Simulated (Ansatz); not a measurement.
Computed Hubbard U of GdO under several protocols (Ansatz, linear response)

```
Gd O
1.0
     0.00000    2.70000    2.70000
     2.70000    0.00000    2.70000
     2.70000    2.70000    0.00000
Gd O
1 1
Direct
  0.00000 0.00000 0.00000
  0.25000 0.25000 0.25000
```

Ansatz 0.2.0, plane waves and PAW, scalar-relativistic (no spin–orbit coupling), 8×8×8 or 9×9×9 k-mesh, space group F-43m; spin: collinear, parallel start. U acts on the Gd 4f shell and is computed by perturbation theory on the q mesh given, once.

Q: Which U does each protocol give?

A: 
| k-mesh | functional | mode | start | q mesh | projectors | cutoff (eV) | U (eV) | occupation in the last response cycle | gap with U | largest moment with U (μB) |
| --- | --- | --- | --- | --- | --- | --- | --- | --- | --- | --- |
| 8×8×8 | PBE | one shot | U = 0 | 2×2×2 | all electron orthogonalised atomic | 420 | Gd 4f: 5.19 | 7.17 | zero (metallic on this mesh) | 7.02 |
| 9×9×9 | PBE | one shot | U = 0 | 3×3×3 | all electron orthogonalised atomic | 420 | Gd 4f: 5.33 | 7.16 | zero (metallic on this mesh) | 7.01 |
| 8×8×8 | PBE | one shot | U = 0 | 2×2×2 | all electron atomic | 420 | Gd 4f: 4.83 | 7.20 | zero (metallic on this mesh) | 7.02 |

U is the difference of the inverse responses of the shell's occupation to a shift of its level, χ0⁻¹ − χ⁻¹. For the run that gives 4.83 eV: 1/(-0.6287) − 1/(-0.1559) = -1.59 + 6.41 = 4.82 eV (rounding, and the run's inverting the responses of all sites together, shift the last digit). χ0 is the response at fixed potentials; the self-consistent χ is smaller in size, because the electrons' repulsion opposes the change. With all else alike, changing the projectors from all electron orthogonalised atomic to all electron atomic moves U by -0.36 eV. The values for Gd 4f spread over 0.5 eV, so a U holds for its own projectors and protocol alone. Of 5 runs of this kind 2 are left out: 2 didn't converge.

Caveats: filled bands differ between k-points; near a full or half-full shell U depends strongly on the state from which it is measured; only parallel moments were run, and the real order may differ; the cell was built on a prototype listed for this compound, which may not be its ambient form; the q mesh was changed only together with the k-mesh, which moved U by 0.14 eV.

The three protocols give similar U values and nearly the same electronic state: a 4f occupation slightly above seven, a moment close to 7 μB and no gap. This fits divalent Gd as 4f⁷5d¹ rather than 4f⁸. The half-filled shell carries the moment, while the remaining valence electron probably occupies a 5d-derived band, which a correction on 4f alone wouldn't be expected to split. The small excess over seven suggests O 2p admixture and overlap of the projectors with neighbouring orbitals, not an eighth localised f electron.

With the majority 4f states full and the minority ones almost empty, the shell's response must come largely from this hybridisation. That makes U sensitive to how the shell is delimited: orthogonalisation removes overlap with neighbouring orbitals, which probably explains both the lower occupation and the higher U. The U values describe repulsion screened by mobile 5d and ligand electrons, not the much larger bare atomic interaction, and they leave open how strongly the 5d electrons themselves are correlated.
